Singlet or triplet: forecasting a cobalt spin gap

The question

The cobalt(III) complex CoF₃(H₂O)₃ can hold its six d electrons in a singlet or a triplet arrangement. How strongly does the energy difference depend on the method, and can the known values tell us what four other methods will give? The result spin gap is the triplet energy minus the singlet energy, so a positive value puts the singlet lower.

Spin gap of neutral CoF₃(H₂O)₃ at the levels listed, computed with Ansatz 0.2.0 and tblite 0.8.0: electronic energy of the triplet minus that of the singlet, each at its own r2SCAN-D4/def2-SVP geometry. The xTB runs use an electronic temperature of 300 K and no spin polarisation.

```
       result level  result spin gap (kJ/mol)
           GFN1-xTB                     90.30
           GFN2-xTB                         ?
          HF/STO-3G                         ?
       HF/def2-TZVP                   -101.30
   PBE-D4/def2-TZVP                         ?
revPBE-D4/def2-TZVP                     12.10
r2SCAN-D4/def2-TZVP                     18.70
 B3LYP-D4/def2-TZVP                         ?
  PBE0-D4/def2-TZVP                      2.20
 BHLYP-D4/def2-TZVP                    -14.40
  LC-wPBE/def2-TZVP                     14.20
  wB97X-V/def2-TZVP                     16.70
      MP2/def2-TZVP                     26.40
```

What changes between the two states

In the octahedral picture the singlet fills the three t2g orbitals, which point between the ligands. The triplet moves one electron into an eg orbital, which points at the ligands and is antibonding. The structures fit this assignment: two opposite Co–O bonds stretch from about 1.9 to 2.2 Å.

The move also changes how the spins pair up. The triplet has one more pair of d electrons with equal spin and one fewer with opposite spin. Exchange lowers the energy of equal-spin pairs and so helps the triplet. Correlation, which keeps opposite-spin electrons apart, helps the singlet more.

Hartree–Fock (HF) includes the exchange but omits the correlation between opposite spins. In the larger basis it puts the triplet 101 kJ/mol below the singlet. MP2 adds correlation and raises the gap by 128 kJ/mol, enough to reverse the order. The direction fits the argument but does not prove it, and the size is no benchmark: MP2 starts here from poor HF states, which can themselves push the gap up, and correlates outer-core electrons without the basis functions that this needs.

A line for the functionals

Theory suggests why density functionals fall in between. Their approximate exchange also mimics some of the correlation in covalent metal–ligand bonds, which are stronger in the singlet because its eg orbitals are empty. Exact exchange removes that part, so the gap should fall roughly in proportion to the fraction x that is mixed in. A straight line fitted to revPBE and r2SCAN (x = 0), PBE0 (0.25) and BHLYP (0.50) gives

gap ≈ 15.7 − 59.0 x kJ/mol

or about 6 kJ/mol less for every ten percentage points of exact exchange. For B3LYP, which was not in the fit and has x = 0.20,

gap ≈ 15.7 − 59.0 × 0.20 = 3.9 kJ/mol

The forecasts

The ranges are judgements, not statistical errors. PBE follows from the line at x = 0. The xTB methods, run without spin polarisation, lack the triplet's gain from exchange, so GFN2-xTB takes over the high GFN1-xTB value. HF/STO-3G takes over the HF value of the larger basis, with a wide range because a minimal basis may distort the ligand field either way.

PBE: 16 ± 10 kJ/mol, positive
B3LYP: 4 ± 10 kJ/mol, sign open
GFN2-xTB: 90 ± 50 kJ/mol, clearly positive
HF/STO-3G: −101 ± 100 kJ/mol, probably negative

The withheld rows as computed:

```
      result level  result spin gap (kJ/mol)
          GFN2-xTB                     51.10
         HF/STO-3G                   -250.40
  PBE-D4/def2-TZVP                     22.70
B3LYP-D4/def2-TZVP                     11.80
```

Why the line was too flat

PBE and B3LYP fall within their ranges, but both lie 7 to 8 kJ/mol above the line. PBE and PBE0 show why: they share the same approximate exchange and correlation and differ mainly in x. Between them the gap drops by 20.5 kJ/mol over 25 percentage points, or about 8 per ten. B3LYP and BHLYP, also close relatives, drop by 11.8 + 14.4 = 26.2 kJ/mol over 30 points, or about 9 per ten.

The fitted line mixed families and so blurred this steeper slope. Its low starting point came partly from revPBE, which lies 10.6 kJ/mol below PBE although neither contains exact exchange. The approximate exchange thus matters as much here as a sizeable change in x. The effect of x is therefore best read from pairs that share their approximate exchange, such as PBE and PBE0. A family name alone is no guide, as revPBE and PBE show.

The range-separated functionals also show that x alone is not enough. Their exact exchange is complete only at long range, whereas electrons in one d shell meet mostly at short range. With the short-range fraction as x, the line comes close for LC-wPBE but puts wB97X-V 11 kJ/mol too low.

The two borrowed values

GFN2-xTB gives 51 kJ/mol, inside its wide range but far below GFN1-xTB. Both still lie above every density functional in the table, as the lack of spin exchange would suggest. Such a shared bias would explain the direction but not the size, which also depends on how each method is parametrised.

HF/STO-3G is a clear failure of the forecast: the sign is right, but −250 kJ/mol lies far outside the range. In the minimal basis the HF preference for the triplet more than doubles, but this triplet is not a clean one. A pure triplet has ⟨S²⟩ = 2; here the value is close to 3, as for a determinant with three unpaired electrons of one spin and one of the other. The state thus resembles one with four unpaired electrons, not the two of the octahedral picture. The forecast may therefore have carried a value over between unlike states; how much of the miss comes from this is not known here.

What the sign can tell

The data carry a warning that the restricted singlet is unstable towards a solution of broken spin symmetry. In HF and the density functionals, that lower solution would raise the gap by an amount that may grow with exact exchange, so part of the slope, and of HF's large negative gap, may come from this restriction. The triplets carry a warning of spin contamination too; it is strong in HF/STO-3G, and its size in the other rows is not known here. PBE0's 2 kJ/mol cannot settle the order: every other functional in the table differs from it by more than that, and zero-point and spin-orbit terms are missing. Even a secure sign would order only these two states. No quintet was computed, and a d⁶ ion with ligands as weak as fluoride and water may well prefer one. The printed output below gives the full fit; its overall error looks too good, because the GFN1-xTB and larger-basis HF rows match by construction.

Output of the analysis:

```
fit of result_spin_gap on 6 rows (infit > 0): coefficient of dft 15.71 +/- 1.9, coefficient of xx -58.98 +/- 6.8, coefficient of carried 1 +/- 0.021; rms 2, worst revPBE-D4/def2-TZVP 3.61, leave-one-out rms 3.84
  rows outside the fit (model, value, miss): GFN2-xTB 90.3, 51.1, 39.2; HF/STO-3G -101.3, -250.4, 149; PBE-D4/def2-TZVP 15.71, 22.7, -6.99; B3LYP-D4/def2-TZVP 3.913, 11.8, -7.89; LC-wPBE/def2-TZVP 15.71, 14.2, 1.51; wB97X-V/def2-TZVP 5.682, 16.7, -11; MP2/def2-TZVP -101.3, 26.4, -128
Judged half-range of the GFN2-xTB forecast, kJ/mol: 50
Judged half-range of the HF/STO-3G forecast, kJ/mol: 100
Judged half-range of the PBE and B3LYP forecasts, kJ/mol: 10
Slope of the line per 10 percentage points of exact exchange, kJ/mol: -5.898
Largest miss among the four fitted functionals, kJ/mol: 3.609
Line carried on to 100 percent exact exchange, kJ/mol: -43.27
HF/def2-TZVP minus that continued line, kJ/mol: -58.03
MP2 minus HF in def2-TZVP, kJ/mol: 127.7
r2SCAN minus revPBE, kJ/mol: 6.6
BHLYP minus PBE0, kJ/mol: -16.6
GFN1-xTB minus r2SCAN, kJ/mol: 71.6
GFN2-xTB minus GFN1-xTB, kJ/mol: -39.2
HF/STO-3G minus HF/def2-TZVP, kJ/mol: -149.1
PBE minus revPBE, kJ/mol: 10.6
PBE0 minus PBE, kJ/mol: -20.5
PBE to PBE0 change per 10 percentage points of exact exchange, kJ/mol: -8.2
B3LYP minus PBE0, kJ/mol: 9.6
```
